**3p → 2s lines of Kr25+: sum rules and intermediate coupling**

The table holds energies and Einstein A coefficients of 20 lines that fill a 2s hole in sodium-like krypton, from relativistic CI on Dirac orbitals in exchange-only KLI potentials with Breit and model QED terms and valence Slater integrals scaled by 0.85. The program tests the E³ factor, seven E1 sum rules over levels of fixed J, and a small intermediate-coupling matrix whose constants are fitted to level energies, with the rate scale taken from the sums. The E³ factor changes by under 8% while the rates span a factor of 678, and the sums hold within 4% for one single-electron rate and within 2% for two. The mixed model reproduces 18 of 20 rates within 20%, against 4 for the jj limit and 2 for the LS limit matched by energy order. It misses the weak lines at 1953.2 eV (42% high) and 1935.4 eV (21% low). The agreement identifies angular coupling as the cause of the pattern and does not validate the calculation.

Strongest radiative lines from Kr25+ levels with a 2s vacancy, computed with radial Dirac CI 1, a CI on Dirac orbitals in exchange-only KLI potentials optimised for each configuration. The closed core is 1s2 2p6, zero-frequency Breit and model QED terms are included, and valence Slater integrals are scaled by 0.85. No correlation estimate is added, and Auger decay is left out.

## The fit in Python

```python
# Table: line energies (eV) and Einstein A (1/s), 3p->2s lines of Kr25+, radial Dirac CI on KLI orbitals, Breit + model QED,
# Slater integrals x0.85. Tested: E^3 factor, E1 sum rules per J, intermediate coupling fitted to energies only, LS and jj limits.
T = {
    'line_upper': ['2s 3p2 4P1/2', '2s 3s 3p 4Po1/2', '2s 3s 3p 4Po3/2', '2s 3p2 4P3/2', '2s 3p2 2P1/2', '2s 3p2 4P5/2', '2s 3p2 4P1/2', '2s 3p2 2D3/2', '2s 3s 3p 2Po1/2', '2s 3p2 4P3/2', '2s 3p2 2P1/2', '2s 3s 3p 2Po3/2', '2s 3p2 2D5/2', '2s 3p2 2P3/2', '2s 3p2 2D3/2', '2s 3p2 2S1/2', '2s 3s 3p 2Po1/2', '2s 3s 3p 2Po3/2', '2s 3p2 2P3/2', '2s 3p2 2S1/2'],
    'line_lower': ['2s2 3p 2Po3/2', '2s2 3s 2S1/2', '2s2 3s 2S1/2', '2s2 3p 2Po3/2', '2s2 3p 2Po3/2', '2s2 3p 2Po3/2', '2s2 3p 2Po1/2', '2s2 3p 2Po3/2', '2s2 3s 2S1/2', '2s2 3p 2Po1/2', '2s2 3p 2Po1/2', '2s2 3s 2S1/2', '2s2 3p 2Po3/2', '2s2 3p 2Po3/2', '2s2 3p 2Po1/2', '2s2 3p 2Po3/2', '2s2 3s 2S1/2', '2s2 3s 2S1/2', '2s2 3p 2Po1/2', '2s2 3p 2Po1/2'],
    'line_energy': [1913.4, 1918.1, 1920.9, 1922.5, 1925.6, 1925.9, 1926.3, 1928.4, 1930.6, 1935.4, 1938.5, 1938.7, 1938.8, 1940.8, 1941.3, 1948.2, 1950.9, 1953.2, 1953.8, 1961.1],  # eV
    'line_einstein_a': [47310000000.0, 1201000000000.0, 3794000000000.0, 2860000000000.0, 11600000000000.0, 6863000000000.0, 10650000000000.0, 10590000000000.0, 21940000000000.0, 68400000000.0, 29440000000000.0, 28910000000000.0, 10370000000000.0, 32060000000000.0, 21710000000000.0, 17390000000000.0, 10260000000000.0, 680400000000.0, 188300000000.0, 485600000000.0],  # s⁻¹
}
import numpy as np
from functools import reduce
from scipy.optimize import least_squares
from scipy import constants as C
U, Lo = T['line_upper'], T['line_lower']; E = np.array(T['line_energy']); A = np.array(T['line_einstein_a'])/1e12
pp = np.array([int('3p2' in u) for u in U]); J = np.array([int(u[-3])/2 for u in U]); jl = np.array([int(u[-3])/2 for u in Lo])
n = len(E); E0 = 1935.0; e3 = (E/E0)**3
d = np.array([E[i]-E[k] for i in range(n) for k in range(n) if pp[i] and U[i] == U[k] and jl[i] < jl[k]]); sp = d.mean()
lev = E - sp*pp*(jl == .5)
rk = [len({(U[k], 0 if pp[k] else k) for k in range(n) if pp[k] == pp[i] and J[k] == J[i] and lev[k] < lev[i]-.5}) for i in range(n)]
def build(l2):  # particles: 2s, spectator (3s or 3p), jumping 3p
    js = [.5, .5, l2, .5, 1]; ms = [np.arange(j, -j-1, -1.) for j in js]
    am = [(np.diag(np.sqrt(j*(j+1)-m[1:]*(m[1:]+1)), 1), np.diag(m)) for j, m in zip(js, ms)]
    s1, s2, L2, s3, L3 = [np.array([reduce(np.kron, [o if q == k else np.eye(len(ms[q])) for q in range(5)]) for o in am[k]]) for k in range(5)]
    dot = lambda a, b: a[1]@b[1] + (a[0]@b[0].T + a[0].T@b[0])/2
    I = np.eye(len(s1[0])); X = lambda a, b: I/2 + 2*dot(a, b); Jt = s1+s2+L2+s3+L3; S = s1+s2+s3; x = dot(L2+L3, L2+L3)
    K = dot(Jt, Jt) + .1*Jt[1]; P2 = (dot(L2, s2)+I)/1.5; P3 = (dot(L3, s3)+I)/1.5
    if l2: K = K + 50*(I + I.reshape(2, 2, 3, 2, 3, 72).transpose(0, 3, 4, 1, 2, 5).reshape(72, 72))
    w, v = np.linalg.eigh(K); B = {j: v[:, abs(w-j*(j+1)-.05) < 1e-6] for j in (.5, 1.5, 2.5)}
    O = [I, 10*I-10.5*x+1.5*x@x, 0*I, -(X(s1, s2)+X(s1, s3))/3] if l2 else [I, -X(s1, s2), -X(s2, s3)/3, -X(s1, s3)/3]
    Ps = (I-X(s1, s3))/2; R = {.5: 4*Ps@(I-P2), 1.5: 4*Ps@P2} if l2 else {.5: 2*Ps}
    return dict(B=B, O=O+[dot(L2, s2)+dot(L3, s3)], R=R, P=(I-P3, P3), N=P3+l2*P2, Q=(dot(S, S)-.75*I)/3)
M = [build(0), build(1)]
def state(i, p):
    m = M[pp[i]]; B = m['B'][J[i]]; w, v = np.linalg.eigh(B.T@sum(a*o for a, o in zip(p, m['O']))@B)
    return w[rk[i]], B@v[:, rk[i]]
print(f"energy span {np.ptp(E):.1f} eV, E^3 ratio {e3.max()/e3.min():.3f}, rate ratio max/min {A.max()/A.min():.0f}")
print(f"pair splitting {sp:.2f} eV (min {d.min():.1f}, max {d.max():.1f}, {len(d)} pairs); rounding 0.05 eV, A up to 0.05%")
G = sorted(set(zip(pp, J, jl))); msk = [(pp == a) & (J == b) & (jl == c) for a, b, c in G]
co = np.array([[np.trace(M[a]['B'][b].T@P@M[a]['R'][c]@P@M[a]['B'][b]) for P in M[a]['P']] for a, b, c in G])
s = np.array([(A/e3)[m].sum() for m in msk]); ct = co.sum(1)
a1 = (ct/s).sum()/((ct/s)**2).sum(); a2 = np.linalg.lstsq(co/s[:, None], np.ones(len(s)), rcond=None)[0]
print("sums (1e12/s): array, J, lower j | raw | scaled to 1935 eV | coeff p1/2, p3/2 | per unit | error one rate, two rates")
for g, m, c, x in zip(G, msk, co, s):
    print(f"{'3p2 ' if g[0] else '3s3p'} {g[1]} {g[2]} | {A[m].sum():.2f} | {x:.2f} | {c[0]:.3f} {c[1]:.3f} | {x/c.sum():.2f} | {100*(a1*c.sum()/x-1):+.1f}% {100*(c@a2/x-1):+.1f}%")
f = 3*a1*1e12*C.m_e*C.c**2*C.hbar/(2*C.alpha*(E0*C.e)**2); fH = 2/3*5/72*(27648*3**.5/15625)**2
print(f"one rate {a1:.2f}; two rates p1/2 {a2[0]:.2f}, p3/2 {a2[1]:.2f} (ratio {a2[0]/a2[1]:.3f}); f per electron {f:.3f}, hydrogenic {fH:.3f}")
r1 = [i for i in range(n) if pp[i] and jl[i] == 1.5]; r0 = [i for i in range(n) if not pp[i]]
f1 = least_squares(lambda q: [state(i, [q[0], q[1], 0, q[2], q[3]])[0]-lev[i] for i in r1], [1932, 1.1, 4, 8.7]); q = f1.x
f0 = least_squares(lambda t: [state(i, [*t, q[2], q[3]])[0]-lev[i] for i in r0], [1945, 4, 30]); t = f0.x
p = [np.array([*t, q[2], q[3]]), np.array([q[0], q[1], 0, q[2], q[3]])]; rms = lambda x: np.sqrt(np.mean(np.square(x)))
print(f"3p2 fit (eV): F2/25 {q[1]:.2f}, G1(2s3p) {q[2]:.2f}, zeta {q[3]:.2f} (2/3 of splitting {sp/1.5:.2f}), rms {rms(f1.fun):.2f}")
print(f"3s3p fit (eV): G0(2s3s) {t[1]:.2f}, G1(3s3p) {t[2]:.2f}, rms {rms(f0.fun):.2f}")
def rate(i, ks, kz):
    m = M[pp[i]]; v = state(i, p[pp[i]]*[1, ks, ks, ks, kz])[1]; u = (a2[0]**.5*m['P'][0] + a2[1]**.5*m['P'][1])@v
    return e3[i]*u@m['R'][jl[i]]@u
mods = {'mixed': (1, 1), 'LS': (1, 1e-4), 'jj': (1e-4, 1), 'mixed /0.85': (1/.85, 1)}
Rm = {k: np.array([abs(rate(i, *z)) for i in range(n)]) for k, z in mods.items()}
print("upper > lower j | E, model-table (eV) | A table, mixed, LS, jj, mixed/0.85 (1e12/s) | mixed/table | n(p3/2), quartet %")
for i in range(n):
    m = M[pp[i]]; w, v = state(i, p[pp[i]])
    print(f"{U[i][3:]:13s}> {jl[i]} | {E[i]:.1f} {w-lev[i]:+.2f} | {A[i]:6.3f} " + ' '.join(f"{Rm[k][i]:6.3f}" for k in mods)
          + f" | {Rm['mixed'][i]/A[i]:.2f} | {v@m['N']@v:.2f} {100*v@m['Q']@v:.0f}")
for k, r in Rm.items():
    x = np.argmax(abs(r-A))
    print(f"{k}: rms error {rms(r-A):.2f}e12/s, within 20%: {int((abs(r/A-1) < .2).sum())}/{n}, largest miss {r[x]-A[x]:+.2f} at {E[x]:.1f} eV")
o = np.argsort(-abs(np.log(np.maximum(Rm['mixed'], 1e-9)/A)))[:3]
print("worst mixed/table ratios: " + ', '.join(f"{Rm['mixed'][i]/A[i]:.2f} at {E[i]:.1f} eV" for i in o))
assert np.ptp(d) < 0.15 and len(d) == 6
assert e3.max()/e3.min() < 1.1 and A.max()/A.min() > 100
assert abs(s[0]/s[1]-1) < 0.02
assert np.all(abs(a1*ct/s-1) < 0.08)
```

Running it gives:

```
energy span 47.7 eV, E^3 ratio 1.077, rate ratio max/min 678
pair splitting 12.92 eV (min 12.9, max 13.0, 6 pairs); rounding 0.05 eV, A up to 0.05%
sums (1e12/s): array, J, lower j | raw | scaled to 1935 eV | coeff p1/2, p3/2 | per unit | error one rate, two rates
3s3p 0.5 0.5 | 33.40 | 33.33 | 0.667 1.333 | 16.67 | +1.6% +1.5%
3s3p 1.5 0.5 | 33.38 | 33.28 | 0.667 1.333 | 16.64 | +1.7% +1.7%
3p2  0.5 0.5 | 40.58 | 40.54 | 1.000 1.333 | 17.38 | -2.6% -1.8%
3p2  0.5 1.5 | 29.04 | 28.86 | 0.667 1.000 | 17.32 | -2.2% -1.7%
3p2  1.5 0.5 | 21.97 | 21.75 | 0.000 1.333 | 16.31 | +3.8% +0.5%
3p2  1.5 1.5 | 45.51 | 45.39 | 0.667 2.000 | 17.02 | -0.6% -1.4%
3p2  2.5 1.5 | 17.23 | 17.27 | 0.667 0.333 | 17.27 | -2.0% +1.0%
one rate 16.93; two rates p1/2 17.97, p3/2 16.39 (ratio 1.096); f per electron 0.313, hydrogenic 0.435
3p2 fit (eV): F2/25 0.98, G1(2s3p) 4.88, zeta 8.85 (2/3 of splitting 8.61), rms 0.03
3s3p fit (eV): G0(2s3s) 5.26, G1(3s3p) 30.97, rms 0.03
upper > lower j | E, model-table (eV) | A table, mixed, LS, jj, mixed/0.85 (1e12/s) | mixed/table | n(p3/2), quartet %
3p2 4P1/2    > 1.5 | 1913.4 +0.01 |  0.047  0.051  0.008  0.000  0.048 | 1.08 | 0.12 71
3s 3p 4Po1/2 > 0.5 | 1918.1 -0.02 |  1.201  1.206  0.005  4.731  1.017 | 1.00 | 0.03 97
3s 3p 4Po3/2 > 0.5 | 1920.9 +0.06 |  3.794  3.878  0.013 11.719  3.251 | 1.02 | 0.16 89
3p2 4P3/2    > 1.5 | 1922.5 -0.06 |  2.860  2.769  0.008  5.231  2.515 | 0.97 | 1.01 94
3p2 2P1/2    > 1.5 | 1925.6 -0.01 | 11.600 11.347 17.182 11.806 11.510 | 0.98 | 0.97 20
3p2 4P5/2    > 1.5 | 1925.9 +0.04 |  6.863  6.907  0.008 11.811  6.097 | 1.01 | 1.08 62
3p2 4P1/2    > 0.5 | 1926.3 +0.03 | 10.650 10.462  0.016 17.728  9.242 | 0.98 | 0.12 71
3p2 2D3/2    > 1.5 | 1928.4 +0.01 | 10.590 10.347 41.841  6.578 11.103 | 0.98 | 1.01 1
3s 3p 2Po1/2 > 0.5 | 1930.6 +0.01 | 21.940 21.420 30.823  7.075 22.698 | 0.98 | 0.17 2
3p2 4P3/2    > 0.5 | 1935.4 -0.04 |  0.068  0.054  0.000  0.112  0.049 | 0.79 | 1.01 94
3p2 2P1/2    > 0.5 | 1938.5 +0.01 | 29.440 28.924 34.007 21.977 30.018 | 0.98 | 0.97 20
3s 3p 2Po3/2 > 0.5 | 1938.7 -0.05 | 28.910 29.099 30.686 21.575 29.544 | 1.01 | 0.94 9
3p2 2D5/2    > 1.5 | 1938.8 +0.03 | 10.370 10.501 17.539  5.497 11.327 | 1.01 | 1.92 38
3p2 2P3/2    > 1.5 | 1940.8 -0.00 | 32.060 31.774  2.508 33.082 31.264 | 0.99 | 1.98 5
3p2 2D3/2    > 0.5 | 1941.3 +0.02 | 21.710 21.797  8.282 21.959 21.712 | 1.00 | 1.01 1
3p2 2S1/2    > 1.5 | 1948.2 -0.02 | 17.390 17.153 11.156 16.731 16.988 | 0.99 | 1.92 9
3s 3p 2Po1/2 > 0.5 | 1950.9 -0.02 | 10.260 11.307  2.867 22.400 10.187 | 1.10 | 0.80 1
3s 3p 2Po3/2 > 0.5 | 1953.2 +0.03 |  0.680  0.968  3.408  0.419  1.172 | 1.42 | 0.90 2
3p2 2P3/2    > 0.5 | 1953.8 -0.09 |  0.188  0.224 14.058  0.000  0.317 | 1.19 | 1.98 5
3p2 2S1/2    > 0.5 | 1961.1 -0.00 |  0.486  0.474  6.234  0.000  0.629 | 0.98 | 1.92 9
mixed: rms error 0.32e12/s, within 20%: 18/20, largest miss +1.05 at 1950.9 eV
LS: rms error 11.67e12/s, within 20%: 2/20, largest miss +31.25 at 1928.4 eV
jj: rms error 5.81e12/s, within 20%: 4/20, largest miss -14.86 at 1930.6 eV
mixed /0.85: rms error 0.57e12/s, within 20%: 16/20, largest miss -1.41 at 1926.3 eV
worst mixed/table ratios: 1.42 at 1953.2 eV, 0.79 at 1935.4 eV, 1.19 at 1953.8 eV
```
